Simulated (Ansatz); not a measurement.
## Re: pressure and energy change per atom against volume scale

Results calculated with Ansatz 0.2.0, not measured. Plane-wave DFT, scalar-relativistic PAW made under PBE with cores redone for the functional, no dispersion; the given relaxed cell is scaled uniformly, energy at zero smearing counts from the unscaled cell, pressure at the given Fermi-Dirac smearing is positive in compression.

The cell before it is scaled or strained (space group P6_3/mmc, No. 194):
```
cell vectors (Å)
   2.8151     0.0000     0.0000
  -1.4075     2.4379     0.0000
   0.0000     0.0000     4.5259
atoms (fractions of the cell vectors)
Re  0.33333  0.66667  0.25000
Re  0.66667  0.33333  0.75000
```

Settings of every row: spin polarised no; functional BLYP; wave cutoff 420 eV; smearing width 0.1 eV; k mesh 21x21x12.

Atom starting moment: 0 on all atoms.

Limits: all rows lie far from zero pressure; no spin-orbit coupling, which can matter with elements this heavy.

| row | volume scale | V (Å³/atom) | pressure (GPa) | energy change per atom (meV) |
| --- | --- | --- | --- | --- |
| 1 | 0.88 | 13.667 | 55.25 | 284.38 |
| 2 | 0.92 | 14.288 | 32.68 | 116.21 |
| 3 | 0.96 | 14.909 | ? | ? |
| 4 | 1.04 | 16.152 | -11.52 | 23.82 |
| 5 | 1.08 | 16.773 | -20.76 | 87.91 |
| 6 | 1.12 | 17.394 | -28.1 | 184.04 |

Question: what pressure and energy change per atom should row 3 give?

Worked fit of pressure. Take u = (V_r/V)^(2/3) − 1 with V_r = 16.152 Å³ an atom, which is twice the finite (Eulerian) strain; such expansions in the strain, on which the Birch-Murnaghan equation of state is built, carry the rest volume and the bulk modulus. The shown rows have u = 0.11781, 0.08518, 0, -0.02484, -0.04819. Least squares give pressure = −11.608 + 405.857 × u + 1364.32 × u² GPa; a straight line predicts inner rows, each left out in turn, worse (root mean square 3.9 against 0.25 GPa). The rows lie off it by 0.11, -0.18, 0.09, 0.09, -0.10 (root mean square 0.12 GPa). The pressure vanishes at u = 0.0263, or V = 15.54 Å³ an atom, and there the bulk modulus at fixed shape and fractions is B = −V dP/dV = (2/3)(1 + u) dP/du = 327 GPa. Letting shape and atoms relax would as a rule lower it, by much in layered, chain or molecular crystals. The withheld row has u = 0.05484, so the fit gives −11.608 + 405.857 × (0.05484) + 1364.32 × (0.05484)² = 14.75 GPa.

The calculation gave 14.58 GPa. The fit lies 0.17 GPa (1.2 % of the value, 0.2 % of the column's range) above it; its largest miss of a shown row is 0.18 GPa.

Worked fit of energy change per atom. Take u = (V_r/V)^(2/3) − 1 with V_r = 16.152 Å³ an atom, which is twice the finite (Eulerian) strain; such expansions in the strain, on which the Birch-Murnaghan equation of state is built, carry the rest volume and the bulk modulus. The shown rows have u = 0.11781, 0.08518, 0, -0.02484, -0.04819. Least squares give energy change per atom = 22.999 − 1744.622 × u + 33567.04 × u² meV; a straight line predicts inner rows, each left out in turn, worse (root mean square 95 against 2.4 meV). The rows lie off it by 1.03, -1.73, 0.82, 0.86, -0.98 (root mean square 1.1 meV). The withheld row has u = 0.05484, so the fit gives 22.999 − 1744.622 × (0.05484) + 33567.04 × (0.05484)² = 28.27 meV.

The calculation gave 26.61 meV. The fit lies 1.66 meV (6.2 % of the value, 0.64 % of the column's range) above it; its largest miss of a shown row is 1.73 meV.
